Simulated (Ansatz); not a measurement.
Swapping F for Br on Zr: the HOMO–LUMO gap

On one Zr centre, n of the F ligands are replaced by Br. The HOMO–LUMO gap y in eV at wB97X-V/def2-TZVPP. Shapes: PBE0-D4/def2-TZVP. Programs: Ansatz 0.2.0.

| molecule | n | y (eV) |
| --- | --- | --- |
| ZrF4 | 0 | 15.51 |
| ZrBrF3 | 1 | 12.01 |
| ZrBr2F2 | 2 | ? |
| ZrBr4 | 4 | 10.36 |

Fit y = c + s·n to the known rows and predict ZrBr2F2.


1. Means of the 3 rows: n = 1.66667, y = 12.627.
2. Σ(Δn)² = 8.6667, Σ(Δn·Δy) = -9.6833, so the slope is -9.6833/8.6667 = -1.1173.
3. Intercept: 12.627 − (-1.1173) × 1.66667 = 14.489. The largest residual of the fit is 1.36.
4. ZrBr2F2: 14.489 + (-1.1173) × 2 = 12.25 eV.

The run gave 11.06 eV, so the prediction is off by +1.19 eV, within the largest residual. The step per swap drifts from -3.50 to -0.35 eV. Other levels give for ZrBr2F2: SPW92/def2-TZVPP 4.57; r2SCAN0-D4/def2-TZVPP 6.97 eV. Orbital gaps aren't excitation energies, and the LUMO depends on the basis. For atoms past krypton def2 sets carry core potentials with scalar relativity. Relativity is left out for Br.

The gap falls with every known replacement of F by Br, but most of the drop comes with the first. This is probably a change in HOMO character: in ZrF4 the highest occupied orbitals are F 2p lone pairs, whereas a single Br supplies 4p lone pairs that are less tightly bound because Br is less electronegative. The LUMO should remain largely Zr 4d, as expected for a formally d0 Zr(IV) centre. Further Br ligands add more levels of the same kind, so they shift the frontier orbitals only through mutual interaction and weaker donation to the metal.

A straight line misses this saturation. It even places ZrBr2F2 above the computed gap of ZrBrF3, reversing the observed order, so agreement within the largest residual doesn't validate the fit. The much smaller gaps from the other functionals probably reflect their smaller share of long-range exact exchange, so the ordering is more informative than the absolute values. Orbital compositions would be needed to confirm the proposed switch from F to Br character.
